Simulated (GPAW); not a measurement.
# In-plane static dielectric constant of MoTe2 (P6_3/mmc) from LDA and PBE: sensitivity to kernel, k mesh, band sum, local-field cutoff and scissors shift

The usual rule of thumb for a small-gap semiconductor is that the k mesh is the first setting to worry about in a dielectric constant, and that the other choices are corrections. We test it on bulk MoTe2. The electronic constant ε∞ sets how strongly charges in the layers are screened and, well below the absorption edge, the refractive index, so an error in it passes into exciton binding and optical design. We calculate ε∞ for a field along x, in the plane of the layers, with the ions clamped in the measured cell. Each change is measured against one reference run: LDA, RPA, 12×12×6 mesh, 74 bands, 60 eV local-field cutoff and no scissors shift, which gives 18.41.

## Set-up

The measured cell of a diffraction database, fixed. GPAW 26.7.0, plane waves with PAW (cutoff 450 eV), no spin polarisation, no spin-orbit coupling, clamped ions. Each name gives functional, response level, k mesh, size of the sum over states, local-field cutoff and any scissors shift of the empty bands; line broadening 0.1 eV. The smallest direct gap met on these meshes is 1.02 eV. The runs were spread over Arm Neoverse V1, Arm Neoverse V2 and Intel(R) Xeon(R) Platinum 8175M CPU @ 2.50GHz (Skylake/Cascade Lake), shared with other work, so times are rough and not strictly comparable between rows.

Notes on method and selection:

- Spin-orbit coupling is left out; with atoms heavier than cadmium it mostly narrows gaps and raises ε∞.
- Meshes coarser than about 0.2 1/Å can put ε∞ too high by tens of per cent where the direct gap is small.
- Runs that did not converge, have known faults or may not be shown are not listed, and runs on Ansatz's PAW sets soft_1 and soft_2 are kept to separate tables.

Columns:

- bands: bands in the sum.
- scissors (eV): scissors shift.
- k spacing (1/Å): k-point spacing.
- ε∞: real dielectric constant at zero frequency, field along x.
- cost (core-s): processor time of the response step.

## Numbers

| member | bands | local-field cutoff (eV) | scissors (eV) | k spacing (1/Å) | ε∞ | cost (core-s) |
| --- | --- | --- | --- | --- | --- | --- |
| LDA, RPA, 12×12×6, 74 bands, 120 eV | 74 | 120 | 0 | 0.17 | ? | 300 |
| LDA, RPA, 12×12×6, 74 bands, 60 eV | 74 | 60 | 0 | 0.17 | 18.41 | 120 |
| PBE, RPA, 12×12×6, 74 bands, 60 eV | 74 | 60 | 0 | 0.17 | 18.17 | 150 |
| LDA, ALDA, 12×12×6, 74 bands, 60 eV | 74 | 60 | 0 | 0.17 | 18.96 | 160 |
| LDA, Bootstrap, 12×12×6, 74 bands, 60 eV, scissors 1 eV | 74 | 60 | 1 | 0.17 | 14.79 | 130 |
| LDA, RPA, 12×12×6, 42 bands, 60 eV | 42 | 60 | 0 | 0.17 | 18.00 | 59 |
| LDA, RPA, 12×12×6, 74 bands, 60 eV, scissors 1 eV | 74 | 60 | 1 | 0.17 | 13.89 | 130 |
| LDA, RPA, 5×5×1, 74 bands, 60 eV | 74 | 60 | 0 | 0.45 | 18.79 | 17 |
| LDA, RPA, 12×12×6, 74 bands, 20 eV | 74 | 20 | 0 | 0.17 | ? | 110 |

Cells marked ? are withheld until the estimate has been made.

## Mechanism

The scissors shift outweighs every other change shown. Moving the empty bands up by 1 eV lowers ε∞ from 18.41 to 13.89, a drop of 4.52 or 25%. The cause is the energy denominator: a static field polarises the electrons less when the empty states lie higher. If the dipole strengths stay fixed and one mean transition energy E stands for all, ε∞ − 1 scales as 1/E. It falls from 18.41 − 1 = 17.41 to 13.89 − 1 = 12.89, and 17.41 / 12.89 = 1.35 = (E + 1) / E, so E is about 2.9 eV. That is well above the smallest direct gap of 1.02 eV, so the response comes from a broad range of transitions and not mainly from the band edge.

This also offers a reason why the mesh matters less than the rule suggests. The 5×5×1 mesh gives 18.79, only 0.38 above the reference, at roughly a seventh of the processor time. With a single coarse mesh, a cancellation between in-plane and out-of-plane sampling errors remains possible.

Cutting the sum from 74 to 42 bands lowers ε∞ by 0.41, because each empty band adds a positive term to the static response. PBE lies 0.24 below LDA in the same cell, so a change of lattice constant plays no part.

The kernels act upwards, since exchange and correlation weaken the repulsion between induced charges. ALDA adds 0.55 to the RPA value. It has no long-range part and works only through the local fields. Bootstrap has one, and adds 14.79 − 13.89 = 0.90 to the RPA value at the same scissors shift, a fifth of what the shift removed.

For device work the size of the gap correction therefore needs care, since the 1 eV is imposed here and not calculated. Spin-orbit coupling, left out throughout, would mostly raise ε∞.

## Blind estimate

Plain estimates from the members shown:

- LDA, RPA, 12×12×6, 74 bands, 120 eV, mean of the 7 members shown: 17.29 , standard deviation 1.9
- LDA, RPA, 12×12×6, 74 bands, 20 eV, mean of the 7 members shown: 17.29 , standard deviation 1.9

The mean of 17.29 is pulled down by the two scissors rows, so we start from the reference, 18.41, which differs from both withheld runs only in cutoff. A higher cutoff admits more local fields, which lower ε∞ in RPA.

The k spacings give reciprocal vectors of 12 × 0.17 = 2.04 1/Å in the plane and 0.45 1/Å along the axis. With 3.81 G² in eV, the first two in-plane shells lie near 16 and 48 eV, so a 20 eV cutoff loses the second.

The ALDA shift sets the scale. Exchange relative to Coulomb repulsion is G² / (4 kF²). With 36 outer electrons in about 150 Å³, kF is about 1.9 1/Å. At the second shell G² is three times that of the first, and the ratio is 3 × 2.04 × 2.04 / 4 / 1.9 / 1.9 = 0.86. If that shell carries between none and all of the 0.55, its Coulomb term lies between 0 and 0.55 / 0.86 = 0.64. The midpoint is 0.64 / 2 = 0.32, and an even spread gives a deviation of 0.64 / √12 = 0.18. At 20 eV, 18.41 + 0.32 = 18.73.

For 120 eV we take the remaining cutoff error to fall as the inverse number of plane waves, E^(−3/2). The step from 60 to 120 eV is then about 0.15 of that from 20 to 60 eV: 0.15 × 0.32 = 0.05, giving 18.36. The bracket contributes 0.03 to the error, and a slower 1/E decay another 0.03, together 0.04. No shown pair differs in cutoff alone, so the route is untested here.

**Committed estimate, LDA, RPA, 12×12×6, 74 bands, 120 eV: ε∞ = 18.36 ± 0.04.**  
**Committed estimate, LDA, RPA, 12×12×6, 74 bands, 20 eV: ε∞ = 18.7 ± 0.2.**

## How the estimate fared

| member | bands | local-field cutoff (eV) | scissors (eV) | k spacing (1/Å) | ε∞ | cost (core-s) |
| --- | --- | --- | --- | --- | --- | --- |
| LDA, RPA, 12×12×6, 74 bands, 120 eV | 74 | 120 | 0 | 0.17 | 17.83 | 300 |
| LDA, RPA, 12×12×6, 74 bands, 20 eV | 74 | 20 | 0 | 0.17 | 18.85 | 110 |

| member | estimate | ε∞ | computed | estimate − computed | miss in error bars |
| --- | --- | --- | --- | --- | --- |
| LDA, RPA, 12×12×6, 74 bands, 120 eV | committed | 18.36 | 17.83 | +0.53 | 13.3 |
| LDA, RPA, 12×12×6, 74 bands, 120 eV | mean | 17.29 | 17.83 | −0.54 |  |
| LDA, RPA, 12×12×6, 74 bands, 20 eV | committed | 18.70 | 18.85 | −0.15 | 0.8 |
| LDA, RPA, 12×12×6, 74 bands, 20 eV | mean | 17.29 | 18.85 | −1.56 |  |

The 120 eV estimate failed. It lies 0.53 too high, 13 of its error bars, and is hardly better than the plain mean, which misses by 0.54. The 20 eV estimate is 0.15 too low, inside its error bar and far closer than the mean, which misses by 1.56.

The sign was right both times: more local fields lower ε∞ in RPA. The assumed decay was wrong. The fall is 0.44 from 20 to 60 eV and 0.58 from 60 to 120 eV, where we had expected the second step to be about 0.15 of the first. Our error bar compared two decay laws that both took ε∞ to be nearly settled at 60 eV, so it was far too narrow.

We also overlooked where the in-plane shells fall. After those near 16 and 48 eV, the next lie near 4 × 16 = 64 and 7 × 16 = 112 eV, so the 60 eV cutoff stops just short of one and the 120 eV cutoff takes in both. Short-wavelength fields from the compact Mo 4d and semicore charge could make these shells count. The band sum stayed at 74 throughout, and whether a longer sum gives the same step is not shown in the table.

## Where the trend breaks

The two scissors rows stand apart. The seven rows without a shift average about 18.4 and run from 17.83 to 18.96, whereas RPA with the shift gives 13.89 and Bootstrap 14.79, about 4.5 and 3.6 below that average. The imposed 1 eV is the cause in both. It takes the smallest direct gap to 1.02 + 1 = 2.02 eV, so these rows show how sensitive ε∞ is to the gap and are not best values for MoTe2. Bootstrap lies less far down because its long-range attraction offsets part of the loss.

Among the other seven, the 120 eV run is the lowest, about 0.6 below their average, and the ALDA run the highest, about 0.5 above it. Both departures have the sign expected from local fields: the first run includes more of the induced short-wavelength repulsion, and the second weakens it through exchange and correlation.

## Cost

Raising the cutoff from 60 to 120 eV takes the response step from 120 to 300 core-s, a factor of 2.5, and changes ε∞ by 0.58. Going from 42 to 74 bands about doubles the time, from 59 to 120 core-s, for a change of 0.41. In the response step, the 12×12×6 mesh costs about seven times as much as 5×5×1 and moves the result by 0.38. That ratio, like the seventh of the processor time quoted under Mechanism, leaves out the band calculation that each mesh needs first. On 12×12×6 this takes longer than any response step in the tables, and counting it makes the difference in cost between the two meshes much wider.

ALDA takes 160 core-s against 120 for RPA, a third more, while Bootstrap costs the same as RPA at the same scissors shift. The shift itself adds no clear cost. PBE takes 150 core-s, but one run on mixed, shared machines does not show that the functional is the reason.

Even the dearest response step takes only 5 core-minutes, less than the band calculation before it. There is thus little reason to save on the cutoff for this crystal, provided the machine has the memory: the 120 eV run needs much more than the 60 eV run.

## Summary

For MoTe2 in this fixed cell, the imposed 1 eV shift has the largest effect; a smaller gap correction would have a smaller one. Among the numerical settings, the local-field cutoff moves ε∞ most over the ranges shown: 18.85 − 17.83 = 1.02, against 0.41 for the band sum and 0.38 for the one pair of meshes. The step from 60 to 120 eV is larger than the one before it, so 120 eV is not shown to be enough.

Whether the mesh should come first stays open, and our remark under Mechanism that it matters less than the rule suggests went too far. The 5×5×1 mesh skips the zone corner K, because 5 is not divisible by 3, and the smallest direct gap it meets is wider than that on 12×12×6. Taken alone, this tends to lower ε∞, yet the coarse run lies 0.38 higher. The small difference may therefore hide errors of opposite sign, and another coarse mesh could deviate much more.

A run that differs from the reference only in cutoff or only in band sum, within these ranges, should fall between 17.83 and 18.85 if ε∞ varies steadily between the settings shown. For other meshes and for combined changes, these rows give no such rule.

In optical terms, the long-wavelength in-plane refractive index is √17.83 = 4.22 at the 120 eV cutoff. At 60 eV, the 1 eV shift lowers it from √18.41 = 4.29 to √13.89 = 3.73.

Two effects missing from plain RPA act in opposite directions. A quasiparticle gap correction that widens the gap lowers ε∞, and electron–hole attraction raises it, so the two partly cancel. A correction to one alone can therefore move the result away from the true value.
